The electron states of a crystal are waves, and the k-point tells how the phase of such a wave changes from one cell to the next. In cubic boron nitride every atom has four neighbours of the other kind. The phases at those four neighbours decide which orbitals can bond with each other, and so help to set where the levels lie. The questions below follow this idea from row to row.

Electron levels of cubic boron nitride (space group F-43m, fixed cube edge 3.625 Å), calculated with Ansatz 0.2.0 using all-electron PAW and the PBE functional, scalar-relativistic and without spin polarization. The cutoff is 520 eV, the k-point mesh 16 × 16 × 16 and the Fermi-Dirac smearing 0.03 eV. Energies are measured from the top of the valence band.

```csv
k-point,k in reciprocal vectors,band -4 (eV),band -3 (eV),band -2 (eV),band -1 (eV),band +1 (eV),band +2 (eV)
GAMMA,0 0 0,-20.14,0.00,0.00,0.00,8.79,8.79
X,-0.5 -0.5 0,-14.61,-8.86,-4.86,-4.86,4.46,9.19
U,-0.375 -0.375 0.25,-14.52,-8.08,-7.60,-4.04,6.89,12.80
K,-0.375 0 0.375,-14.52,-8.08,-7.60,-4.04,6.89,12.80
L,0 0 0.5,-15.96,-10.62,-1.93,-1.93,10.04,10.67
W,-0.5 -0.25 0.25,-14.30,-7.55,-6.90,-6.45,9.57,13.22
```

Band -1 is the highest filled level at a k-point and band +1 the lowest empty one. The zero of energy is the highest filled level of the whole crystal, which sits at GAMMA.

### GAMMA: why do three filled levels coincide?

At GAMMA all cells carry the same phase, so no direction is singled out and the full symmetry of the cubic crystal applies. The p orbitals along the three cube axes can then be turned into one another by rotation, and they must have the same energy. The s orbitals have no such partners. Their in-phase bonding combination stands alone at -20.14 eV, the lowest level in the table.

The lowest empty level, at 8.79 eV, appears only twice. By the standard assignment it is the antibonding counterpart of the p levels and should also be threefold. Its third member is absent because the calculation included only two empty bands.

### GAMMA to X: how can the gap be smaller than the energy step in any row?

The gap is 4.46 eV, yet the smallest step from filled to empty within a single row is 8.79 eV. There is no contradiction, because the highest filled level lies at GAMMA and the lowest empty level at X. An electron that takes the short route must change its k-point. Light alone can hardly bring that about, so a lattice vibration has to help, and absorption just above the gap is weak.

It may surprise that the step within the X row, 9.32 eV, is larger than the one at GAMMA. On the way from GAMMA to X the empty level falls by 4.33 eV, but the filled one falls by 4.86 eV.

Theory gives a reason for the fall of the filled level. Neighbouring p orbitals overlap in two ways, head-on along the bond and sideways. At GAMMA these two contributions oppose each other. For the two p orbitals at right angles to the X direction they reinforce each other, so the filled pair at X is more strongly bonding and lies deeper.

### X: what would change if both atoms were carbon?

At X the two neighbours on one side of an atom carry the opposite sign to the two on the other side. For an s orbital facing s orbitals, the four contributions cancel. A p orbital along the X direction changes sign from one side to the other as well, so between s and this p orbital the contributions add up. Two separate partnerships result: nitrogen s with boron p, and boron s with nitrogen p.

Each partnership gives one filled bonding level and one empty antibonding level. In diamond the two partnerships are copies of each other with the atoms exchanged, so their levels coincide in pairs. In boron nitride they differ, because nitrogen holds its electrons more tightly than boron. The table shows the result: bands -4 and -3 are 5.75 eV apart at X, and bands +1 and +2 are 4.73 eV apart.

With carbon on both sites symmetry would close both splittings. Bands -4 and -3 would then touch at X, and the empty range of 3.68 eV that separates the lowest band from the other filled bands would disappear. The lowest band owes its isolation to the difference between the two atoms. It is usually described as mainly nitrogen 2s, although the calculation did not resolve the levels into orbitals.

### X again: does that difference also put the lowest empty level there?

The splitting pushes band +1 down, so it should deepen the minimum at X. A crude test is to undo the splitting by taking the mean of the two empty levels. That mean is 6.83 eV, still about 2 eV below the empty level at GAMMA. The test is lopsided, though. Unlike atoms are also expected to widen the step between filled and empty levels at GAMMA, and that part is not undone. Diamond is the firmer evidence: its two atoms are alike, and yet its lowest empty level lies near X. Unlike atoms are therefore not needed for a minimum in that region.

The phase argument explains why the empty pair splits, but not how high the pair lies. Simple models with only s and p orbitals describe empty bands poorly and usually need higher orbitals to bring this level down far enough.

### U and K: why are two rows identical?

U and K look different as coordinates, but a symmetry operation of the crystal, together with a whole reciprocal-lattice vector, turns one into the other. Their agreement is a useful sign of consistent arithmetic, not a second piece of evidence. Only one mirror plane of the crystal leaves such a wave vector unchanged. A single mirror cannot force two levels to coincide, and all four filled levels are separate.

### L and W: does the lowest band follow free electrons?

The lowest band offers a test. A free electron has the energy $E = \hbar^2 k^2/2m$, where $k$ is the length of the wave vector, $m$ the electron mass and $\hbar^2/2m$ about 3.8 eV Å². At X, $k = 2\pi/a$ with the cube edge $a = 3.625$ Å, which is about 1.73 Å$^{-1}$. Squared and multiplied by 3.8 eV Å², this gives a rise of roughly 11.4 eV above GAMMA. The calculated rise of band -4 is 5.53 eV, about half. The formula leaves out the pull of the atoms. Even a weak pull mixes free waves of equal energy at X, and this is expected to lower the band there.

Free electrons do give the right order of the points: the band is lowest at GAMMA, then come L, X, K and W. They fail on its shape. From X to W a free electron would gain another 2.86 eV, whereas band -4 gains only 0.31 eV. The printed output after this text lists the comparison for every point.

The four neighbours explain the flatness. At GAMMA their s orbitals all act together and push the lowest level far down. At L one of the four opposes the other three, so half of the coupling survives, and the level lies between those of GAMMA and X. At X two stand against two, and at W the four phases are spread evenly round the circle; in both cases the sum is zero. At K only about a seventh of the full sum is left. Taken alone, that remnant would be expected to hold the band at K a little below X. The table puts it 0.09 eV above, so the four neighbours miss this detail of the order.

Once the coupling between s orbitals has gone, a further change of k can no longer weaken it, and the band levels off. What remains is the coupling between s orbitals and the p orbitals of the four neighbours. In theory its total strength is the same at X and W, so it is not expected to tilt the band between them either. The small rise from X to K and W probably comes from finer effects, such as coupling to more distant atoms, which have not been worked out here. For this band, then, orbitals on atoms explain more than the bare free-electron formula, which serves as a guide to the order.

The L row also shows how direction matters. Its wave runs along a bond, and the crystal looks the same after a third of a turn about that line. The two p orbitals at right angles to it remain equivalent, which is why bands -1 and -2 coincide at -1.93 eV. At W the remaining symmetry forces no such pair, and the filled levels are all distinct.

### All rows: which digits can be trusted?

Doubling the smearing of the occupations would change nothing visible, because the gap is about 150 times the smearing width. The equal levels at GAMMA, X and L are safe too. They follow from symmetry, and a better functional would shift such levels together. Spin-orbit coupling, which the calculation leaves out, would split them, but only slightly for such light atoms.

The size of the gap is another matter. The measured gap is somewhat above 6 eV (a recalled value), so the PBE result is too small by at least 1.5 eV. Lattice vibrations are missing from the calculation, but they would narrow the gap and make the disagreement worse. The shortfall is the familiar one of PBE, which places empty levels too close to filled ones.

The decimals therefore serve for comparing rows within this calculation, not for predicting where a real crystal starts to absorb. For that purpose even the first digit of the gap is wrong. How far the second decimal depends on the cutoff is not shown here. The indirect nature of the gap is far safer, since the empty level at X lies more than 4 eV below the one at GAMMA.

Printed output of the fit:

```
Vertical gap and rise of the lowest band in eV:
    row  vertical gap  rise of band -4  free-electron rise  equal neighbouring filled levels
  GAMMA          8.79                0                   0                                 2
      X          9.32             5.53               11.45                                 1
      U         10.93             5.62               12.88                                 0
      K         10.93             5.62               12.88                                 0
      L         11.97             4.18               8.585                                 1
      W         16.02             5.84               14.31                                 0
Gap from GAMMA to X in eV: 4.46
Smallest vertical gap at the listed points in eV: 8.79
Fall of band -1 from GAMMA to X in eV: 4.86
Fall of band +1 from GAMMA to X in eV: 4.33
Vertical gap at X less that at GAMMA in eV: 0.53
Rise of band -4 over free-electron rise at L: 0.4869
Rise of band -4 over free-electron rise at X: 0.4831
Rise of band -4 over free-electron rise at W: 0.4082
Further rise of band -4 from X to W in eV: 0.31
Further free-electron rise from X to W in eV: 2.862
Splitting of bands -4 and -3 at X in eV: 5.75
Splitting of bands +1 and +2 at X in eV: 4.73
Gap inside the valence bands in eV: 3.68
Width of the lowest band in eV: 5.84
Width of the upper three filled bands in eV: 10.62
Mean of bands +1 and +2 at X in eV: 6.825
Band +1 at GAMMA less that mean in eV: 1.965
Gap over smearing width: 148.7
Rough shortfall of the PBE gap against about 6 eV in eV: 1.54
```
